## Results and discussion: what a bromine atom pays to leave aluminium

Moving a bromine atom from aluminium to carbon, while a hydrogen atom goes the other way, costs about 220 kJ/mol. That is more than 2 eV per molecule and far above any thermal energy in a reactor. Silicon stands beside aluminium in the periodic table and below carbon. Does it take the bromine as unwillingly as carbon does, or nearly as readily as aluminium?

Electronic energies of gas-phase singlet molecules, without zero-point terms, each relative to the isomer named beside it, which is the lowest of its formula and spin at PBE0-D4 among those computed. Calculated with Ansatz 0.2.0 using restricted Kohn–Sham theory and the def2-TZVPP basis at PBE0-D4/def2-TZVP geometries.

| isomer (SMILES) | against | formula | point group | bonds gained (+) and lost (-) | PBE-D4 (kJ/mol) | PBE0-D4 (kJ/mol) | wB97X-V (kJ/mol) | wB97M-V (kJ/mol) |
| --- | --- | --- | --- | --- | --- | --- | --- | --- |
| [CH3][Al]([F])[BH]O | C[BH][Al]([OH])[F] | CH5AlBFO | C1 | +1 Al-C -1 Al-O -1 B-C +1 B-O | 2.8 | 6.1 | 9.3 | 8.1 |
| B[C]1([AlH2])CC1 | CC[B]1[CH2][AlH]1 | C3H8AlB | C1 | -1 Al-B +1 Al-H -1 B-C +2 B-H +2 C-C -3 H-C | 51.3 | 36.0 | 9.6 | 25.6 |
| [BH2][Al]1[CH2][CH]1C | CC[B]1[CH2][AlH]1 | C3H8AlB | C1 | +1 Al-C -1 Al-H -2 B-C +2 B-H +1 C-C -1 H-C | 111.7 | 117.7 | 115.8 | 128.0 |
| [BH2][Al]([CH3])[CH3] | C[BH][AlH][CH3] | C2H8AlB | C1 | +1 Al-C -1 Al-H -1 B-C +1 B-H | 7.6 | 6.6 | 4.4 | 3.3 |
| BC[SiH2][AlH2] | [AlH2][CH2]B[SiH3] | CH8AlBSi | C1 | -1 Al-C +1 Al-Si +1 B-H -1 Si-B +1 Si-C -1 Si-H | 4.3 | 3.7 | 8.4 | 11.1 |
| CB[SiH2][AlH2] | [AlH2][CH2]B[SiH3] | CH8AlBSi | C1 | -1 Al-C +1 Al-Si +1 H-C -1 Si-H | 12.5 | 14.6 | 22.3 | 30.3 |
| [AlH2][CH2]CBr | C[CH2][AlH][Br] | C2H6AlBr | Cs | -1 Al-Br +1 Al-H +1 C-Br -1 H-C | 209.9 | 218.0 | 216.8 | 219.5 |
| [NH2][AlH][CH2]Br | [CH3][Al]([NH2])[Br] | CH5AlBrN | C1 | -1 Al-Br +1 Al-H +1 C-Br -1 H-C | 217.9 | 226.5 | 225.5 | 227.1 |
| C[O][AlH][Br] | [CH3][Al]([OH])[Br] | CH4AlBrO | Cs | -1 Al-C +1 Al-H +1 C-O -1 H-O | 106.5 | 107.2 | 100.7 | 107.5 |
| [AlH2][O][SiH2]Br | [SiH3][O][AlH][Br] | AlBrH4OSi | Cs | -1 Al-Br +1 Al-H +1 Si-Br -1 Si-H | ? | ? | ? | ? |

Each energy is that of the first isomer above the one named beside it. The column of bonds shows which rows bear on the question. In [AlH2][CH2]CBr and [NH2][AlH][CH2]Br, an Al–Br and a C–H bond are exchanged for an Al–H and a C–Br bond. These two rows have the largest known gaps at every level, and at PBE0-D4 they differ by less than 10 kJ/mol although their surroundings differ. The third known bromide, C[O][AlH][Br], keeps its Al–Br bond, so its gap measures something else.

The isomer [AlH2][O][SiH2]Br makes the same exchange with silicon in the place of carbon. Both it and its partner, [SiH3][O][AlH][Br], contain the Al–O–Si bridge. In bond counting, only the positions of one bromine and one hydrogen atom differ.

### Two preferences that compete

The gap can be split into two parts. One is aluminium's preference for bromine over hydrogen, which is lost when bromine leaves. The other is the partner's preference for hydrogen over bromine, which must also be overcome. For carbon both parts raise the energy, which is why the gaps are so large.

Bond theory suggests that silicon is different. Its valence orbitals are more diffuse than those of carbon and overlap less well with the small hydrogen orbital, so Si–H is weaker than C–H. Silicon is also more electropositive, which makes Si–Br more polar and stronger than C–Br. Both effects reduce the partner's preference for hydrogen. Aluminium is more electropositive still, so it should keep the bromine, but at a smaller advantage.

To put numbers on this, I use bond dissociation energies of simple parent molecules, recalled to two figures. Breaking C–H takes roughly 420 kJ/mol in ethane and 440 in methane, while C–Br takes roughly 290 in both bromides. In silane and bromosilane, Si–H and Si–Br each take about 380. Carbon therefore prefers hydrogen by 130 to 150 kJ/mol, and silicon has almost no preference.

Subtracting carbon's part from the PBE0-D4 gaps leaves aluminium's part:

- [AlH2][CH2]CBr: 218.0 − (420 − 290) = 88 kJ/mol
- [NH2][AlH][CH2]Br: 226.5 − (440 − 290) = 76.5 kJ/mol

The mean, about 82 kJ/mol, is the single constant fitted to these two rows. Silicon's part, 380 − 380 = 0, is then added, so the forecast is also about 82 kJ/mol. The silicon row took no part in the fit.

### The forecast

The sign is not part of the forecast: each row is named against the lowest isomer of its formula, so the table already shows that bromine on aluminium is the lower choice. What remains open is the size. The gap should be less than half that of the carbon rows. At PBE0-D4 it should be about 82 kJ/mol, with a range of 57 to 107. This range is a judgement, not a statistical interval: the bond energies are rounded, and neither fitted row has oxygen between the two competing atoms. In the isomer with bromine on silicon, oxygen lone pairs might donate into the antibonding Si–Br orbital, or bromine might lean towards aluminium. Either would stabilise that isomer and so lower the gap. Oxygen is also bound to aluminium, where it could change the preference for bromine in either direction, so the forecast is not shifted.

The four functionals should agree within 15 kJ/mol. They do so for both carbon rows, although such agreement is not general in this table. For the ring B[C]1([AlH2])CC1 the gap falls from 51.3 kJ/mol with PBE-D4 to 9.6 with wB97X-V. A simple exchange of bromine and hydrogen should be less sensitive to the functional than a rearranged boron–aluminium framework.

The withheld rows as computed:

| isomer (SMILES) | against | formula | point group | bonds gained (+) and lost (-) | PBE-D4 (kJ/mol) | PBE0-D4 (kJ/mol) | wB97X-V (kJ/mol) | wB97M-V (kJ/mol) |
| --- | --- | --- | --- | --- | --- | --- | --- | --- |
| [AlH2][O][SiH2]Br | [SiH3][O][AlH][Br] | AlBrH4OSi | Cs | -1 Al-Br +1 Al-H +1 Si-Br -1 Si-H | 58.4 | 60.3 | 60.7 | 60.2 |

### What the result confirms, and where the estimate errs

All three forecasts hold: the gap is less than half that of the carbon rows, it lies inside the range, and the functionals agree. Aluminium's advantage over silicon is only 60.3 kJ/mol at PBE0-D4, about 27% of the mean carbon gap. The value lies inside the range but near its lower end: the forecast is 22 kJ/mol too high. The model captures the large step from carbon to silicon and overestimates what remains.

The choice of bond energies matters. Carrying the carbon cost over unchanged would have missed by about 162 kJ/mol. Averaged textbook bond energies give about 102 kJ/mol, which is 42 too high. The parent molecules are the better guide here, but a single silicon row cannot show that they always are.

One part of the miss can be argued in hindsight. Measured dissociation energies include zero-point motion, whereas the table's energies do not. A hydrogen atom vibrates faster on carbon than on silicon, so removing zero-point motion strengthens C–H more than Si–H. Carrying this through the estimate, with the smaller changes for the bromides, should lower the forecast by a few kJ/mol, a small part of the miss. The rest may come from the rounded bond energies, from the oxygen effects named above, or from an aluminium preference that changes with its other neighbours; the energies alone do not separate these causes.

The functionals agree even better than forecast, within 2.3 kJ/mol, against 9 to 10 for the carbon rows. PBE-D4 lies about 8 kJ/mol below PBE0-D4 for carbon but only 2 below it for silicon. If the aluminium side behaves alike in all three rows, the difference between these shifts comes from the carbon and silicon sides; the energies do not show how much each contributes. Close agreement is still not a total error bar, because all four levels omit zero-point energy, treat bromine without scalar relativity and use the same single conformer of each molecule, which is not always the lowest.

For a neighbouring case, the useful question is how strongly each of the two atoms prefers bromine to hydrogen. With the recalled bond energies, aluminium prefers bromine clearly, silicon is nearly indifferent, and carbon prefers hydrogen clearly. The isomer gaps fix only the sum of two preferences, so this split is argued, not shown. For the one oxygen-bridged pair computed here, the energy favours Al–Br with Si–H over Al–H with Si–Br. How fast the exchange runs depends on its barriers, which isomer energies do not contain.

The printed analysis below gives the fit and the spread of the functionals; its zero model values belong to rows where no bromine leaves aluminium and are not predictions.

Output of the analysis:

```
fit of e_pbe0_d4 - rec on 2 rows (exch): coefficient of lost 82.25 +/- 5.8; rms 5.75, worst [AlH2][CH2]CBr -5.75, leave-one-out rms 11.5
  rows outside the fit (model, value, miss): [CH3][Al]([F])[BH]O 0, 6.1, -6.1; B[C]1([AlH2])CC1 0, 36, -36; [BH2][Al]1[CH2][CH]1C 0, 117.7, -118; [BH2][Al]([CH3])[CH3] 0, 6.6, -6.6; BC[SiH2][AlH2] 0, 3.7, -3.7; CB[SiH2][AlH2] 0, 14.6, -14.6; C[O][AlH][Br] 0, 107.2, -107; [AlH2][O][SiH2]Br 82.25, 60.3, 21.9
Mean gap of the two carbon rows, PBE0-D4 (kJ/mol): 222.2
Al-Br less Al-H from [AlH2][CH2]CBr (kJ/mol): 88
Al-Br less Al-H from [NH2][AlH][CH2]Br (kJ/mol): 76.5
Forecast for bromine on silicon, PBE0-D4 (kJ/mol): 82.25
Low end of the forecast range (kJ/mol): 57.25
High end of the forecast range (kJ/mol): 107.2
Computed gap for bromine on silicon, PBE0-D4 (kJ/mol): 60.3
Miss, forecast less computed (kJ/mol): 21.95
Computed silicon gap as a share of the carbon mean (%): 27.13
Carbon mean less computed silicon gap (kJ/mol): 161.9
Rival forecast from averaged bond energies (kJ/mol): 102.2
Miss of that rival, forecast less computed (kJ/mol): 41.95
Spread of the levels:
                    row  highest less lowest level (kJ/mol)  PBE0-D4 less PBE-D4 (kJ/mol)
    [CH3][Al]([F])[BH]O                                 6.5                           3.3
       B[C]1([AlH2])CC1                                41.7                         -15.3
  [BH2][Al]1[CH2][CH]1C                                16.3                             6
  [BH2][Al]([CH3])[CH3]                                 4.3                            -1
         BC[SiH2][AlH2]                                 7.4                          -0.6
         CB[SiH2][AlH2]                                17.8                           2.1
         [AlH2][CH2]CBr                                 9.6                           8.1
      [NH2][AlH][CH2]Br                                 9.2                           8.6
          C[O][AlH][Br]                                 6.8                           0.7
      [AlH2][O][SiH2]Br                                 2.3                           1.9
```
